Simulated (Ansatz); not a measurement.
## A family of molecules: the HOMO–LUMO gap

Gas-phase molecules, one atom swapped for its congeners: C2H3AlCl2 `C=[CH][Al]([Cl])[Cl]`; C2H3Cl2Ga `C=[CH][Ga]([Cl])[Cl]`; C2H3Cl2In `C=[CH][In]([Cl])[Cl]`. All are singlets with charge 0.

Shapes, held fixed at every level: PBE0-D4/def2-TZVP. Programs: Ansatz 0.2.0. Values in eV.

```csv
level,C2H3AlCl2,C2H3Cl2Ga,C2H3Cl2In
SPW92/def2-TZVPP,4.84,4.62,4.37
r2SCAN-D4/def2-TZVPP,5.35,5.23,4.98
B3LYP-D4/def2-TZVPP,6.45,6.39,6.10
BHLYP-D4/def2-TZVPP,8.75,8.71,8.53
r2SCAN0-D4/def2-TZVPP,7.18,7.13,6.88
wB97X-V/def2-TZVPP,11.31,11.27,10.82
wB97M-V/def2-TZVPP,11.03,11.01,10.48
```

At wB97M-V/def2-TZVPP the HOMO–LUMO gap falls at every step, from 11.03 to 10.48 eV. Every level shows the same order. For atoms past krypton def2 sets carry core potentials with scalar relativity. Relativity is left out for Ga. Orbital gaps aren't excitation energies, and the LUMO depends on the basis.

The gap narrows from Al to Ga to In at every level, but unevenly: the Al–Ga step is always the smaller one, and at wB97M-V it almost vanishes (11.03 against 11.01 eV). This fits group 13 chemistry. The filled 3d shell screens the gallium nucleus poorly, which keeps gallium close to aluminium in size and orbital energies. Indium's larger, more diffuse valence orbitals overlap less well with carbon and chlorine, which probably lowers the metal-centred antibonding levels and may raise the M–C bonding level. Scalar relativity, which stabilises orbitals with indium s character, is another possible contributor to the larger second step, and the gaps alone can't separate the two.

The choice of functional shifts the gap far more than the choice of metal does, probably because the share and range of exact exchange differ. The ordering is therefore better supported than any absolute gap or the size of either step. Without the individual orbital energies, it remains open whether the HOMO or the LUMO drives the narrowing.
